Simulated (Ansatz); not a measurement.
# TiN: pressure against volume scale

All results are calculated (Ansatz 0.2.0). Periodic Kohn-Sham DFT of a crystal at fixed atoms, scaled to volume_scale times the given cell; pressure positive in compression, energy less spherical unpolarised free atoms, largest_vzz the field gradient of largest size among the nuclei.

The cell before it is scaled or strained (space group Fm-3m, No. 225):
```
TiN
1.0
      0.0000     2.1234     2.1234
      2.1234     0.0000     2.1234
      2.1234     2.1234     0.0000
Ti N
1 1
Direct
  0.00000 0.00000 0.00000
  0.50000 0.50000 0.50000
```

Settings of every row: method frozen-core PAW; functional PBE; relativity scalar; k mesh 16x16x16; filling fermi-dirac; smearing width 0.03 eV; wave cutoff 420 eV; paw set soft_2.

Atom start moment: 0 on all atoms.

```csv
row,volume scale,V (Å³/atom),pressure (GPa)
1,0.9405,9.004,?
2,0.97,9.287,9
3,1,9.575,0.001
4,1.03,9.861,-7.684
5,1.06,10.148,-14.248
```

Question: what pressure should row 1 give?

Worked fit of pressure. Take u = (V_r/V)^(2/3) − 1 with V_r = 9.718 Å³ an atom, which is twice the finite (Eulerian) strain; such expansions in the strain, on which the Birch-Murnaghan equation of state is built, carry the rest volume and the bulk modulus. The shown rows have u = 0.0307, 0.00993, -0.00969, -0.02845. Least squares give pressure = −3.99 + 390.733 × u + 1057.42 × u² GPa; a straight line predicts inner rows, each left out in turn, worse (root mean square 0.59 against 0.015 GPa). The rows lie off it by -0.002, 0.007, -0.007, 0.002 (root mean square 0.0051 GPa). The pressure vanishes at u = 0.0099, or V = 9.575 Å³ an atom, and there the bulk modulus at fixed shape and fractions is B = −V dP/dV = (2/3)(1 + u) dP/du = 277 GPa. The withheld row has u = 0.05219, so the fit gives −3.99 + 390.733 × (0.05219) + 1057.42 × (0.05219)² = 19.283 GPa.

The calculation gave 19.351 GPa. The fit lies 0.068 GPa (0.2 % of the column's range) below it; its largest miss of a shown row is 0.007 GPa. This row lies beyond the range of the fit.
